Light lifts an electron from one orbital to another, and the naive expectation is that it does so best when the two orbitals share the same space. An excitation within one part of a molecule should then be bright, and one that carries the electron to a distant group should be faint. The molecule considered here puts this to the test. It has a three-membered ring of two carbons and one nitrogen with a C=N bond, joined through oxygen to a silyl group, SiH₃. Its six lowest excited singlets include both kinds of state.

PySCF 2.14.0 linear-response calculation of the six lowest singlet excitations of neutral [SiH3]OC1=NC1 (C2H5NOSi), with PBE/aug-cc-pVDZ in the Tamm–Dancoff approximation at the GFN2-xTB geometry. The excitations are analysed with natural transition orbitals and unrelaxed difference densities.

```
row  excitation energy (eV)  oscillator strength  leading pair weight  hole electron distance (Å)  hole electron overlap
  1                   4.937                0.060              0.98900                       3.331                  0.318
  2                   5.148                0.000              0.99700                       3.191                  0.305
  3                   5.732                0.019              0.99800                       3.946                  0.243
  4                   5.741                0.002              0.99300                       1.331                  0.528
  5                   6.044                0.002              1.00000                       3.893                  0.184
  6                   6.137                0.004              0.99500                       0.981                  0.286
```

The oscillator strength measures how strongly a state absorbs. The hole electron distance separates the centre of the vacancy left behind from the centre of the promoted electron, and the hole electron overlap tells how far the two distributions cover the same region. Row 4 has the largest overlap, 0.528, yet a strength of only 0.002. Row 1 sends its electron more than 3 Å away and is the brightest of all, with 0.060. Over the six rows, the order of the overlaps says next to nothing about the order of the strengths.

The orbitals show what kind of states these are. In rows 1, 3, 4 and 6 the hole lies in an in-plane orbital of the ring with much of its weight on nitrogen, similar to a lone pair; in rows 2 and 5 it lies in a π orbital. The electron of rows 1, 2, 3 and 5 goes mainly to the silyl group, which holds about 79% of it in row 2. These four are charge-transfer states. Row 4 is chiefly the familiar n→π* excitation, from the lone pair into the antibonding π orbital of the C=N bond.

A better-informed explanation keeps the overlap but adds the distance. A transition dipole is a charge multiplied by a lever, and a charge-transfer state offers a long lever. If the dipole grows as the overlap S times the distance d, the strength f grows with the excitation energy E as

f ∝ E (S d)²

The single constant can be set so that row 1 comes out right, which leaves the other five rows as tests.

This explanation accounts for a bright charge-transfer state but fails at once in the next row. For row 2 it predicts a strength of 0.053, nearly as much as for row 1, whereas the calculated dipole gives 0.0002. For rows 4 and 5 it is too high by more than a factor of ten. It does better for rows 3 and 6, where it stays within about a factor of three and puts the stronger state first. Something that it ignores separates rows 1, 3 and 6 from the other three.

That something is the sign of the orbitals. The transition dipole μ for an electron going from the hole orbital φₕ to the electron orbital φₑ is

μ = −e ∫ φₕ r φₑ dV

where e is the elementary charge and r the position. The product φₕφₑ can be positive in one place and negative in another, so that its contributions cancel. An overlap of two distributions has no sign and can't register this.

The heavy atoms of the molecule lie in one plane, which acts as a mirror. An in-plane orbital keeps its sign on reflection, while a π orbital changes it. If hole and electron behave alike, their product is the same above and below the plane, and the dipole can point along the direction in which the charge moves. If they behave differently, the product has opposite signs on the two sides and every in-plane contribution is cancelled. Only a dipole perpendicular to the plane survives, and its lever is merely the thickness of the π orbital, not the distance from ring to silyl group.

Rows 1 and 2 come close to a controlled experiment on this point. Both send the electron into the same silyl orbital, their distances differ by only 0.14 Å and their overlaps by 0.013. What changes is the hole, from the in-plane orbital to the π orbital. The strength drops by a factor of some three hundred. The two holes also differ in shape, but the direction of the dipole identifies the main cause: it lies in the plane in row 1 and is almost wholly perpendicular to it in row 2.

Rows 3 and 5 repeat the comparison with a higher and more diffuse silyl orbital, and here the π hole costs a factor of about ten. Taken together, the three states in which hole and electron behave wholly or mainly alike under reflection carry 95% of the summed strength. That the dipoles obey the mirror is a matter of symmetry and would hold in any sound calculation. What the numbers add is how much is lost when the in-plane part is forbidden.

Symmetry gives permission, not a guarantee. Row 6 is allowed an in-plane dipole, yet its strength is only 0.004, about twice that of rows 4 and 5. Its short distance of 0.98 Å might suggest a compact excitation within the ring, but the electron is spread widely around the molecule. That spread alone doesn't explain the weakness, since row 3 has a smaller overlap and is about five times as strong. The short lever is a better candidate, since overlap and distance together predict 0.005 for this row. Contributions of opposite sign may also cancel within the plane, and the numbers here can't separate the two causes. The exact strength of this row deserves little weight in any case. The basis set describes such diffuse states only roughly, and PBE binds the outermost electron too weakly: judged by the highest occupied orbital, it would let that electron escape at an energy barely above that of row 6.

Row 4 seems to break the rule. An n→π* state joins an in-plane hole to a π electron, so its dipole should be perpendicular to the plane, yet about 65% of its strength comes from an in-plane component. The explanation lies in its neighbour. Row 3 is only 9 meV lower, and two states so close in energy mix under the slightest disturbance. Row 4 then borrows some of the in-plane dipole of row 3.

The amount can be worked out from the dipoles. Along the long axis of the molecule their sizes are 0.36 atomic units in row 3 and 0.093 in row 4. If row 4 owns no in-plane dipole, the ratio of the two is the mixing ratio t, and the borrowed weight w follows:

t = 0.093 / 0.36 = 0.26

w = t² / (1 + t²) ≈ 0.06

A coupling V between the two states of about 2 meV is enough to produce this:

V = 9 meV × t / (1 + t²) ≈ 2 meV

The model can be tested, because the same ratio must appear in the other two components of the dipoles. It does, within the rounding of the dipoles, even in the perpendicular component, where row 3 is the borrower and row 4 the lender. With the mixing undone, row 4 keeps a strength of only 0.0007, so the state with the best overlap is even darker than the table suggests. What disturbs the mirror is a guess; the atoms sit very slightly off perfect symmetry, and that may suffice. The output after the text gives all three ratios, together with the strengths predicted from overlap and distance.

The leading pair weight gives no hint of this mixing. It tells how much of an excitation can be described by one hole orbital and one electron orbital, and it is above 0.99 in both rows. The two partners start from the same in-plane hole, so their mixture is still one hole paired with one electron orbital, itself a blend of silyl and π* character. A weight near 1 therefore shows that a single pair is enough, not that the pair has a pure character.

The borrowing depends on a near-coincidence of energies, and here the functional matters. PBE places charge-transfer and diffuse states too low, so every row except the n→π* state of row 4 probably lies too low relative to it. The same series with a range-separated hybrid would raise those states, and the close meeting of rows 3 and 4 would probably be lost, along with most of the borrowed strength. Even the character of the lowest state needs such a check. The mirror rule would remain, since it rests on the shape of the molecule and not on the functional.

Simple carbonyl compounds show the same pattern in a more familiar setting. Their n→π* band is faint although both orbitals sit on the same C=O group, whereas π→π* excitation, in which hole and electron behave alike under reflection, is strong. For a planar relative of the present molecule, the first question is therefore whether the two orbitals match under reflection, and only then how far the charge travels and how well the orbitals meet. A mismatch doesn't always mean a dark state, though: when a π orbital and a diffuse, s-like orbital share a centre, the perpendicular dipole can be sizeable. Vibrations that bend the frame out of its plane soften the rule, so a state as dark as row 2 would gain a little intensity in a real spectrum.

Numerical output:

```
Strength and direction of the transition dipole:
  row  equal parity  strength from dipole  perpendicular share in percent  strength from overlap times distance
    1             1               0.06042                               0                                  0.06
    2             0             0.0001812                           95.27                               0.05282
    3             1               0.01876                          0.2425                               0.05708
    4             0              0.001881                           34.58                               0.03071
    5             0              0.001891                           99.98                               0.03359
    6             1              0.003662                         0.03695                              0.005233
Rank correlation of overlap with oscillator strength: -0.1429
Share of the summed strength in equal-parity rows (percent): 95.45
Distance in row 1 less row 2 (angstrom): 0.14
Overlap in row 1 less row 2: 0.013
Strength ratio of row 1 to row 2 (from dipoles): 333.4
Strength ratio of row 3 to row 5 (from dipoles): 9.922
Electron on silyl in row 2 (percent): 79.4
Electron on silyl in row 4 (percent): 31.8
Electron on silyl in row 5 (percent): 87.9
Energy of row 4 above row 3 (meV): 9
Mixing ratio from the x dipoles: 0.2562
Mixing ratio from the y dipoles: 0.2564
Mixing ratio from the z dipoles: 0.2647
Mixed-in weight from the x dipoles (percent): 6.159
Coupling that gives this mixing (meV): 2.164
In-plane share of the strength of row 4 (percent): 65.42
Strength of row 4 with the mixing undone: 0.0006959
```
